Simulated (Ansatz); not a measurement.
## A series in volume scale on CuPd

Results calculated with Ansatz 0.2.0, not measured. Free energy against uniform scaling of the volume at fixed shape and fractions; periodic cell, basis, potentials, k mesh and filling as listed.

The cell before it is scaled or strained (space group R-3m, No. 166):
```
CuPd
1.0
      1.3546     0.7821     4.2190
     -1.3546     0.7821     4.2190
      0.0000    -1.5641     4.2190
Cu Pd
1 1
Direct
  0.00000 0.00000 0.00000
  0.50000 0.50000 0.50000
```

Settings of every row: functional PBEsol; dispersion none; potentials PAW; wave cutoff 476.2 eV; density cutoff 1904.8 eV; k mesh 12x12x12; k shift 0x0x0; occupations cold; smearing width 0.1 eV; spin none; SCF threshold exponent -10.

Limits: coarse k mesh, up to 40 meV an atom off; the cell comes from a prototype or a list of computed structures and needn't be the stable phase.

```csv
row,volume scale,V (Å³/atom),energy above lowest point (meV/atom)
1,0.94,12.604,12
2,0.96,12.872,2.4
3,0.98,13.14,0
4,1,13.409,3.8
5,1.02,13.677,13.2
6,1.04,13.945,?
7,1.06,14.213,45.9
```

Question: what energy above lowest point should row 6 give?

Worked fit of energy above lowest point. Take u = (V_r/V)^(2/3) − 1 with V_r = 13.274 Å³ an atom, which is twice the finite (Eulerian) strain; such expansions in the strain, on which the Birch-Murnaghan equation of state is built, carry the rest volume and the bulk modulus. The shown rows have u = 0.03513, 0.02071, 0.00679, -0.00672, -0.01974, -0.04454. Least squares give energy above lowest point = 1.15 − 286.8 × u + 16585 × u² + 10439 × u³ meV/atom; a parabola predicts inner rows, each left out in turn, worse (root mean square 0.21 against 0.039 meV/atom). All shown rows lie on it to the printed digit. Its lowest point lies at u = 0.0086, or V = 13.11 Å³ an atom, and the curvature there gives the bulk modulus at fixed shape and fractions, B = (4/9)(1 + u)² E″(u)/V = 186 GPa. Letting shape and atoms relax would as a rule lower it, by much in layered, chain or molecular crystals. The withheld row has u = -0.03234, so the fit gives 1.15 − 286.8 × (-0.03234) + 16585 × (-0.03234)² + 10439 × (-0.03234)³ = 27.4 meV/atom.

The calculation gave 27.4 meV/atom. The fit meets it to the printed digit.
